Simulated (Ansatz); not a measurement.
## Strength of the C–In bond: C3H7In → C3H5 + InH2

Species: C3H7In `C=C[CH2][InH2]`, singlet; C3H5 `[CH2]C=C`, doublet; InH2 `[InH2]`, doublet. 

Shapes, held fixed at every level: PBE0-D4/def2-TZVP. Flexible molecules stand in one conformer, not always the lowest. Programs: Ansatz 0.2.0. The zero-point and thermal change to 298 K, harmonic and unscaled (PBE0-D4/def2-TZVP), is -13.0 kJ/mol.

```tsv
level	kind	ΔH(298 K) (kJ/mol)	CPU time (sum over the molecules)
HF/def2-SVP	Hartree–Fock	+57.3	–
HF/def2-TZVPP	Hartree–Fock	+62.5	–
SPW92/def2-TZVPP	LDA	+255.1	8 s
PBE-D4/def2-TZVPP	GGA	+198.6	16 s
r2SCAN-D4/def2-TZVPP	meta-GGA	+182.5	32 s
r2SCAN0-D4/def2-TZVPP	global hybrid	+177.7	31 s
wB97M-V/def2-TZVPP	range-separated hybrid	+207.8	69 s
B2PLYP/def2-TZVPP	double hybrid	+192.1	35 s
```

B2PLYP/def2-TZVPP gives ΔH(298 K) = +192.1 kJ/mol; the levels span +57.3 to +255.1. The median of the levels is +187.3. Hartree–Fock misses the correlation of the pair that is broken and comes out low. No measured value is set beside it here. Spin contamination: C3H5 (⟨S²⟩ up to 0.95). Open shells run unrestricted. For atoms past krypton def2 sets carry core potentials with scalar relativity. Outer-core shells of In are correlated, in sets that cover them unevenly. Times are processor times on shared x86 and Arm servers, and rough.

Beyond Hartree–Fock and LDA, the methods describe a fairly weak C–In bond, with cleavage enthalpies between +177.7 and +207.8 kJ/mol. Two effects plausibly combine. The diffuse, high-lying 5s and 5p orbitals of indium overlap poorly with carbon, and the allyl radical gains π delocalisation once the C–In σ bond is gone, so part of the cost of cleavage is repaid in the product.

Enlarging the basis shifts the Hartree–Fock value only slightly, so its shortfall isn't mainly a basis-set effect; artificial lowering of the allyl radical by spin polarisation may add to it. LDA shows its familiar overbinding, which the gradient correction largely removes. Exact exchange gives no uniform trend: the global hybrid lies just below its parent meta-GGA, whereas the range-separated hybrid lies above both.

The results support strongly endothermic homolysis, but not a bond enthalpy to within a few kJ/mol. Without a saturated alkylindium for comparison, the allylic contribution can't be separated from the intrinsic weakness of the C–In bond.
